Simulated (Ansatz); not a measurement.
# A series in volume per atom on GdN

Results calculated with Ansatz 0.2.0, not measured. Periodic Kohn-Sham DFT of a crystal at fixed atoms; pressure and stress are positive in compression; the energy is the free energy less that of spherical unpolarised free atoms; site moments are those in the method's own spheres, positive along +z.

Cell of the first row (space group Fm-3m, No. 225):
```
CELL_PARAMETERS angstrom
0.00000 2.45810 2.45810
2.45810 0.00000 2.45810
2.45810 2.45810 0.00000
ATOMIC_POSITIONS crystal
Gd 0.00000 0.00000 0.00000
N 0.50000 0.50000 0.50000
```

Settings of every row: method frozen-core PAW; functional PBE; relativity scalar; k mesh 15x15x15; filling fermi-dirac; smearing width 0.05 eV; wave cutoff 420 eV; paw set soft_2.

Atom:
```
element  start moment (bohr magneton)
     Gd                             7
      N                             0
```

Limits: no spin-orbit coupling on heavy atoms; open f shell, the state may not be the lowest; the cell comes from a prototype or a list of computed structures and needn't be the stable phase; with one magnetic atom in the cell only parallel moments are possible.

```
row  volume per atom (Å³)  pressure (GPa)
  1                14.853           6.551
  2                15.162            3.12
  3                15.472           0.025
  4                15.781               ?
  5                16.091          -5.292
```

Cell moment is 7 bohr magneton in every row.

Question: what pressure should row 4 give?

Worked fit of pressure. Take u = (V_r/V)^(2/3) − 1 with V_r = 15.317 Å³ an atom, which is twice the finite (Eulerian) strain; such expansions in the strain, on which the Birch-Murnaghan equation of state is built, carry the rest volume and the bulk modulus. The shown rows have u = 0.02072, 0.0068, -0.00669, -0.03233. Least squares give pressure = 1.5338 + 229.972 × u + 583.42 × u² GPa; a straight line predicts inner rows, each left out in turn, worse (root mean square 0.26 against 0.0093 GPa). The rows lie off it by 0.002, -0.005, 0.004, -0.001 (root mean square 0.0034 GPa). The withheld row has u = -0.0197, so the fit gives 1.5338 + 229.972 × (-0.0197) + 583.42 × (-0.0197)² = -2.770 GPa.

The calculation gave -2.769 GPa. The fit lies 0.001 GPa (0.0084 % of the column's range) below it, one unit of the last digit.
